**Charging, shell gaps and exchange in a Woods-Saxon dot with a central charge**

The table holds chemical potentials, addition energies, spin moments, rms radii and highest eigenvalues of a spherical dot with 1 to 26 electrons, from spin-polarised Kohn-Sham calculations with PBEsol and m-averaged shells. The program splits the addition energy into charging, level gap and spin-flip exchange, compares the plateaus with parameter-free electrostatic estimates, and solves the one-electron radial problem for model level orders. Charging of about 0.137 hartree\* per electron gives 91% of the rise in chemical potential from 3 to 22 electrons; the uniform-ball estimate holds to 6%, while the version using the radius of the added charge holds to 3% for d and f rows and fails by up to 20% for 1p. The eigenvalue lies half a charging step above the chemical potential, the shell gaps of 0.07 to 0.08 hartree\* fall between rotor and frozen-core estimates, and the frozen-core model misplaces 2s above 1d. The output also shows the eigenvalue jump at 19 to 20 electrons and the anomaly at 26, which fits too high an energy for the non-aufbau state at 25.

Spherical dot with a central point charge of 1 e, computed with the radks radial solver and Libxc 2 (spin-polarised Kohn-Sham, PBEsol functional, m-averaged shells) in effective atomic units. The confining well is -V/(1+exp((r-R)/a)), with depth V = 5.16 hartree*, radius R = 8.43 bohr* and edge a = 0.29 bohr*.

## Analysis program

```python
# Table: spin-polarised PBEsol Kohn-Sham (radks) spherical Woods-Saxon dot with central charge 1, N = 1-26:
# chemical potential, moment, rms radius, highest eigenvalue, addition energy (effective atomic units).
# Tested: addition energy = charging + level gap + exchange; eigenvalue - mu = U/2; one-electron model levels.
T = {
    'electrons': [1, 2, 3, 4, 5, 6, 7, 8, 9, 10, 11, 12, 13, 14, 15, 16, 17, 19, 20, 21, 22, 25, 26],
    'chemical_potential': [-5.649, -5.176, -4.853, -4.717, -4.572, -4.393, -4.239, -4.109, -3.959, -3.758, -3.62, -3.481, -3.342, -3.203, -3.033, -2.898, -2.762, None, -2.273, -2.139, -2.004, None, -1.476],  # hartree*
    'unpaired_electrons': [1, 0, 1, 2, 3, 4, 3, 0, 1, 2, 3, 4, 5, 6, 5, 4, 3, 1, 2, 3, 4, 3, 6],
    'rms_radius': [1.807, 2.747, 3.931, 4.466, 4.802, 5.022, 5.218, 5.36, 5.486, 5.597, 5.69, 5.771, 5.842, 5.905, 5.963, 6.015, 6.062, 6.145, 6.186, 6.224, 6.259, 6.352, 6.379],  # bohr*
    'highest_eigenvalue': [-5.431, -5.067, -4.789, -4.645, -4.5, -4.323, -4.173, -4.039, -3.884, -3.689, -3.55, -3.411, -3.273, -3.134, -2.965, -2.83, -2.694, -2.421, -2.206, -2.071, -1.937, -1.516, -1.373],  # hartree*
    'highest_level': ['1s up', '1s up', '1p up', '1p up', '1p up', '2s up', '1p down', '1p up', '2s up', '1d up', '1d up', '1d up', '1d up', '1d up', '1d down', '1d down', '1d down', '1d down', '1f up', '1f up', '1f up', '1f down', '1f down'],
    'addition_energy': [None, 0.3226, 0.1359, 0.1448, 0.1798, 0.1537, 0.1301, 0.1495, 0.2013, 0.1385, 0.1387, 0.1388, 0.1387, 0.1705, 0.1353, 0.1359, None, None, 0.1346, 0.1346, None, None, None],  # hartree*
}
import numpy as np
from scipy.linalg import eigh_tridiagonal
R, D, a = 8.43, 5.16, 0.29  # settings from the caption
Ns = [int(n) for n in T['electrons']]
col = lambda k: {n: v for n, v in zip(Ns, T[k]) if v is not None}
mu, M, r, e, lev, A = [col(k) for k in ('chemical_potential', 'unpaired_electrons', 'rms_radius', 'highest_eigenvalue', 'highest_level', 'addition_energy')]
radd = {n: np.sqrt(n*r[n]**2 - (n-1)*r[n-1]**2) for n in Ns if n-1 in r}
ins = [3, 4, 10, 11, 12, 13, 15, 16, 20, 21]  # N and N+1 fill the same shell and spin
U0 = np.mean([A[n] for n in ins[2:]])
f = lambda d, n, s: (s % d[n]) if n in d else '-'
gap = {n: e[n]-mu[n] for n in mu}
exc = {n: A[n]-U0 for n in A}
print('hartree*, bohr*; rounding: A 0.00005, eps-mu 0.001, r added up to 0.02; mean 1d/1f plateau U0 = %.4f' % U0)
print('N up/down level | A | A-U0 | eps-mu | rms radius of added charge')
for n in Ns:
    print('%d %d/%d %s | %s | %s | %s | %s' % (n, (n+M[n])//2, (n-M[n])//2, lev[n], f(A, n, '%.4f'), f(exc, n, '%+.4f'), f(gap, n, '%.3f'), f(radd, n, '%.2f')))
h = 0.005; x = np.arange(1, 4001)*h
well = -D/(1+np.exp((x-R)/a))
def solve(V):
    out = {}
    for name, l, i in (('1s', 0, 0), ('2s', 0, 1), ('1p', 1, 0), ('1d', 2, 0), ('1f', 3, 0)):
        w, v = eigh_tridiagonal(1/h**2+V+l*(l+1)/(2*x*x), -0.5/h**2*np.ones(len(x)-1), select='i', select_range=(i, i))
        p = v[:, 0]**2
        out[name] = (w[0], np.sqrt(p@x**2), p@((2*np.cumsum(p)-p)/x))  # energy, rms, F0
    return out
z = np.sqrt(3)/r[2]  # 1s exponent from the N=2 radius
L = {'charge 1': solve(well-1/x), 'no charge': solve(well),
     'charge 1 + frozen 1s2': solve(well-1/x+2*(1/x-np.exp(-2*z*x)*(z+1/x)))}
b = L['charge 1']['1s']; S = L['charge 1 + frozen 1s2']
print('N=1 exact E %.3f, rms %.3f; table %.3f (%+.3f), rms %.3f (%+.1f%%)' % (b[0], b[1], mu[1], mu[1]-b[0], r[1], 100*(r[1]/b[1]-1)))
print('mu + depth: N=1 %.3f, N=2 %.3f, N=3 %.3f; mu(2)-mu(1) = %.3f' % (mu[1]+D, mu[2]+D, mu[3]+D, mu[2]-mu[1]))
for k, v in L.items():
    print('model levels above 1p, %s: 2s %.3f, 1d %.3f, 1f %.3f' % (k, *[v[s][0]-v['1p'][0] for s in ('2s', '1d', '1f')]))
c = 1.2*np.sqrt(0.6)
mods = {'1/R = %.4f' % (1/R): lambda n: 1/R, '6/(5R) = %.4f' % (1.2/R): lambda n: 1.2/R,
        '%.3f/r added' % c: lambda n: 2*c/(radd[n]+radd[n+1]),
        'F0 p,d,f %.3f %.3f %.3f' % (S['1p'][2], S['1d'][2], S['1f'][2]): lambda n: S[lev[n][:2]][2],
        '2(eps-mu), rounding 1.5%': lambda n: 2*gap[n]}
print('error in % of A for in-shell rows N =', ' '.join(map(str, ins)))
for k, g in mods.items():
    print(' %s:' % k, ' '.join('%+.1f' % (100*(g(n)/A[n]-1)) for n in ins))
rise = mu[22]-mu[3]
print('mu rise N=3-22: %.3f, %.4f per electron; 19 U0 = %.3f (%.0f%%), rest %.3f' % (rise, rise/19, 19*U0, 1900*U0/rise, rise-19*U0))
x14 = A[14]-A[13]
print('A(5)-A(4) %.4f; A(14)-A(13) %.4f, A(14)-A(15) %.4f; per partner %.4f (5) or %.4f (6)' % (A[5]-A[4], x14, A[14]-A[15], x14/5, x14/6))
dl = (A[8]-A[7])/3; U7 = A[7]+dl
print('N=8 rearrangement: delta %.4f, implied U %.4f, A(9)+delta-U = %.4f (1p to 1d gap)' % (dl, U7, A[9]+dl-U7))
m19 = e[19]-gap[17]
print('eps step 17-19 %.4f each, 19-20 %.3f; mu(20)-mu(17) %.3f, less 3 A(16) %.3f; est. A(19) %.3f' % ((e[19]-e[17])/2, e[20]-e[19], mu[20]-mu[17], mu[20]-mu[17]-3*A[16], mu[20]-m19))
print('gaps p-d, d-f: rotor %.3f %.3f; frozen-core well %.3f %.3f' % (2/radd[10]**2, 3/radd[20]**2, S['1d'][0]-S['1p'][0], S['1f'][0]-S['1d'][0]))
g0 = np.mean([gap[n] for n in (20, 21, 22)])
print('N=26 eps-mu exceeds N=20-22 mean %.3f by %.3f; 22-26 rise mu %.3f, eps %.3f, 4 A(21) %.3f' % (g0, gap[26]-g0, mu[26]-mu[22], e[26]-e[22], 4*A[21]))
assert all(abs(A[n]-(mu[n+1]-mu[n])) < 0.0012 for n in A)
assert all(1.0 < A[n]*R < 1.25 for n in ins)
assert all(abs(2*gap[n]/A[n]-1) < 0.1 for n in ins)
assert max((n for n in A if n > 2), key=A.get) == 9 and e[20]-e[19] > 1.4*(e[19]-e[17])/2
```

Output:

```
hartree*, bohr*; rounding: A 0.00005, eps-mu 0.001, r added up to 0.02; mean 1d/1f plateau U0 = 0.1369
N up/down level | A | A-U0 | eps-mu | rms radius of added charge
1 1/0 1s up | - | - | 0.218 | -
2 1/1 1s up | 0.3226 | +0.1857 | 0.109 | 3.44
3 2/1 1p up | 0.1359 | -0.0010 | 0.064 | 5.59
4 3/1 1p up | 0.1448 | +0.0079 | 0.072 | 5.78
5 4/1 1p up | 0.1798 | +0.0429 | 0.072 | 5.96
6 5/1 2s up | 0.1537 | +0.0168 | 0.070 | 6.00
7 5/2 1p down | 0.1301 | -0.0068 | 0.066 | 6.27
8 4/4 1p up | 0.1495 | +0.0126 | 0.070 | 6.26
9 5/4 2s up | 0.2013 | +0.0644 | 0.075 | 6.41
10 6/4 1d up | 0.1385 | +0.0016 | 0.069 | 6.51
11 7/4 1d up | 0.1387 | +0.0018 | 0.070 | 6.55
12 8/4 1d up | 0.1388 | +0.0019 | 0.070 | 6.60
13 9/4 1d up | 0.1387 | +0.0018 | 0.069 | 6.64
14 10/4 1d up | 0.1705 | +0.0336 | 0.069 | 6.67
15 10/5 1d down | 0.1353 | -0.0016 | 0.068 | 6.72
16 10/6 1d down | 0.1359 | -0.0010 | 0.068 | 6.75
17 10/7 1d down | - | - | 0.068 | 6.77
19 10/9 1d down | - | - | - | -
20 11/9 1f up | 0.1346 | -0.0023 | 0.067 | 6.92
21 12/9 1f up | 0.1346 | -0.0023 | 0.068 | 6.94
22 13/9 1f up | - | - | 0.067 | 6.95
25 14/11 1f down | - | - | - | -
26 16/10 1f down | - | - | 0.103 | 7.02
N=1 exact E -5.660, rms 1.730; table -5.649 (+0.011), rms 1.807 (+4.5%)
mu + depth: N=1 -0.489, N=2 -0.016, N=3 0.307; mu(2)-mu(1) = 0.473
model levels above 1p, charge 1: 2s 0.017, 1d 0.145, 1f 0.279
model levels above 1p, no charge: 2s 0.141, 1d 0.096, 1f 0.210
model levels above 1p, charge 1 + frozen 1s2: 2s 0.109, 1d 0.082, 1f 0.187
error in % of A for in-shell rows N = 3 4 10 11 12 13 15 16 20 21
 1/R = 0.1186: -12.7 -18.1 -14.4 -14.5 -14.5 -14.5 -12.3 -12.7 -11.9 -11.9
 6/(5R) = 0.1423: +4.7 -1.7 +2.8 +2.6 +2.6 +2.6 +5.2 +4.7 +5.8 +5.8
 0.930/r added: +20.3 +9.4 +2.8 +2.0 +1.2 +0.7 +2.0 +1.2 -0.3 -0.6
 F0 p,d,f 0.173 0.164 0.158: +27.1 +19.3 +18.6 +18.4 +18.4 +18.4 +21.4 +20.9 +17.7 +17.7
 2(eps-mu), rounding 1.5%: -5.8 -0.6 -0.4 +0.9 +0.9 -0.5 +0.5 +0.1 -0.4 +1.0
mu rise N=3-22: 2.849, 0.1499 per electron; 19 U0 = 2.601 (91%), rest 0.248
A(5)-A(4) 0.0350; A(14)-A(13) 0.0318, A(14)-A(15) 0.0352; per partner 0.0064 (5) or 0.0053 (6)
N=8 rearrangement: delta 0.0065, implied U 0.1366, A(9)+delta-U = 0.0712 (1p to 1d gap)
eps step 17-19 0.1365 each, 19-20 0.215; mu(20)-mu(17) 0.489, less 3 A(16) 0.081; est. A(19) 0.216
gaps p-d, d-f: rotor 0.047 0.063; frozen-core well 0.082 0.105
N=26 eps-mu exceeds N=20-22 mean 0.067 by 0.036; 22-26 rise mu 0.528, eps 0.564, 4 A(21) 0.538
```
